## Question

The metal AlIr was calculated with a plane-wave basis at five values of the wave cutoff. The cell, the mesh and the smearing were kept fixed. "Energy less reference" is the energy of each run minus that of a run at 800 eV.

Ansatz 0.2.0, plane-wave DFT with PBEsol and PAW potentials, without spin polarisation: AlIr (Pm-3m, two atoms per cell) in a fixed cell, with a 9×9×9 k mesh and Fermi–Dirac smearing of 0.1 eV. The density cutoff is four times the wave cutoff. Energies are free energies relative to the run at 800 eV, and pressure is positive in compression.

```csv
wave cutoff,energy less reference (meV/atom),pressure (GPa),largest force (eV/Å)
300 eV,112.64,-0.700,0.000
400 eV,2.08,-1.310,0.000
500 eV,0.48,-1.320,0.000
600 eV,0.15,-1.330,0.000
700 eV,0.05,-1.340,0.000
```

(a) At which cutoff does the calculation fail, and how could you tell if you had no reference run?

(b) Would the force or the pressure have warned you?

(c) Explain why the failure sets in so suddenly. Consider first a very high cutoff, then a low one, and test your explanation on the numbers.

## Model answer

**(a)** The run at 300 eV fails: its energy lies 112.64 meV/atom above the reference. At 400 eV the error is about 2 meV/atom, which is tolerable for some purposes, and from 500 eV on it is below 0.5 meV/atom.

The failure shows up without the reference if one repeats the run at the next higher cutoff. From 300 to 400 eV the energy drops by 110.6 meV/atom, nearly the whole error. For the later steps, the drop amounts to 67 to 77 % of the error of the lower run. In this table, then, the drop over a step of 100 eV gives the right size of the lower run's error, though always somewhat too small. The program also warns at 300 and 400 eV that the cutoff is below the advised one, but this warning alone doesn't tell the bad run from the tolerable one.

**(b)** The force gives no warning. Each atom sits at the centre of a cube of eight neighbours, so symmetry makes the force zero at any cutoff, good or bad.

The pressure of the run at 300 eV, read alone, is worse than silent, because it misleads. Its settled value is about −1.3 GPa, and the negative sign means that the cell would like to shrink in this setup, which combines PBEsol with potentials made for PBE. At 300 eV it reads −0.700 GPa, which makes the cell look closer to equilibrium than it is. A second run exposes this: the pressure changes by 0.61 GPa from 300 to 400 eV, and by only 0.03 GPa from there to 700 eV. The stress is flagged as loosely converged in every run, so the small later steps shouldn't be interpreted. The shift at 300 eV doesn't have the sign expected of a poor basis either: uncorrected Pulay stress, which arises because the basis changes with the volume, normally makes the pressure more negative. The cause of the upward shift stays open here.

**(c)** A cutoff $E$ admits only plane waves whose kinetic energy is below $E$. It therefore sets a shortest wavelength, the finest detail that the basis can draw:

$$\lambda_{\min}=\frac{2\pi a_0}{\sqrt{E/\mathrm{Ry}}}$$

Here $a_0$ is the Bohr radius and Ry the Rydberg energy. The formula gives 0.71 Å at 300 eV and 0.61 Å at 400 eV. The question is how much of the electrons' orbitals needs detail between these two lengths.

*Very high cutoff.* In the PAW method the plane waves describe smoothed orbitals, while functions centred on the atoms restore the sharp structure near the nuclei. A smooth orbital contains short waves only with small amplitudes $c_G$, where $G$ is the wave number. Perturbation theory says that adding one such wave of kinetic energy $T_G$ lowers the energy by about $|c_G|^2T_G$. The error $\delta$ is the sum of these small gains over all the waves left out:

$$\delta(E)\approx\sum_{T_G>E}|c_G|^2\,T_G$$

If the weights $|c_G|^2$ fall off as a power of $G$, the sum falls off as a power of the cutoff, $\delta = A\,E^{-n}$. In this limit each increase of the cutoff trims a tail that is already thin.

*Low cutoff.* Now the limit moves inward from the thin tail to waves that compact orbitals need for their shape. The weights of these waves can be small and still matter, because each is multiplied by a kinetic energy of hundreds of eV. At 300 eV the error is 0.225 eV per two-atom cell, and every wave left out has a kinetic energy above 300 eV. By the formula, all these waves together then carry less than a thousandth of one electron, out of 20 in the cell. Yet that is more than fifty times the weight left out at 400 eV. So the cutoff doesn't reach the main body of the orbitals; it reaches the steep edge of their weights. Such an edge is expected of a smooth function of a given width: the weights collapse once the waves are much shorter than that width, and only a thin tail from finer details remains.

*Test.* If this picture is right, a law that describes the tail must fall short at 300 eV. A straight line of $\ln\delta$ against $\ln E$, fitted by least squares to the four runs from 400 to 700 eV, gives $n\approx 6.6$ and follows these runs to about 5 %. The run at 300 eV was kept out of the fit. Its error is predicted by scaling the value of about 2.1 meV/atom at 400 eV:

$$\delta(300)\approx 2.1\times\left(\tfrac{400}{300}\right)^{6.6}\approx 2.1\times 6.7\approx 14\ \text{meV/atom}$$

The calculation gives 112.64 meV/atom, eight times as much. An exponential tail fitted to the same four runs falls short by a factor of 17. With either of these two forms, the run at 300 eV doesn't belong to the tail.

## Remarks on the reasoning

The numbers show that the run at 300 eV lies far above the tail fitted to the others; that this comes from a steep edge in the weights of compact orbitals is the argument from theory. Which orbitals these are can only be guessed from a total energy. The runs treat 20 electrons per cell, 3 from aluminium and 17 from iridium, so the 5s and 5p shells of iridium are included along with 5d and 6s. The compact 5s, 5p and 5d shells are the likely candidates, since aluminium has only broad, smooth valence orbitals here; the table can't tell them apart. The density grid was refined in step with the wave cutoff, so strictly the error belongs to both together.

A tempting wrong answer says that a low cutoff removes waves of high kinetic energy and so simply makes the kinetic energy of the plane-wave part too small. The parts of the energy contradict this. At 300 eV the kinetic part carried by the plane waves is 0.91 eV per two-atom cell *higher* than in the reference, while the nonlocal part is 1.24 eV lower. The parts shift by amounts of this size and largely cancel, leaving a net error of 0.225 eV per cell. What the basis spoils is the shape of the orbitals, and the total energy records the net cost.

The exponent $n$ shouldn't be read as a property of AlIr. It rests on four points, and the reference at 800 eV has a small error of its own, which makes the last differences look smaller than the true errors. This matters at 700 eV, where the difference is only 0.05 meV/atom, but not for the verdict on 300 eV.

The same reasoning carries over to a neighbouring compound. The atom with the most compact smoothed orbitals decides where the steep regime begins, and a softer partner doesn't relax that demand. In AlIr the failure shows up in the drop between neighbouring cutoffs, which is over a hundred meV/atom for the first step and below 2 meV/atom for each later one. In another compound the sizes and the cutoffs will differ, so the test has to be repeated there.
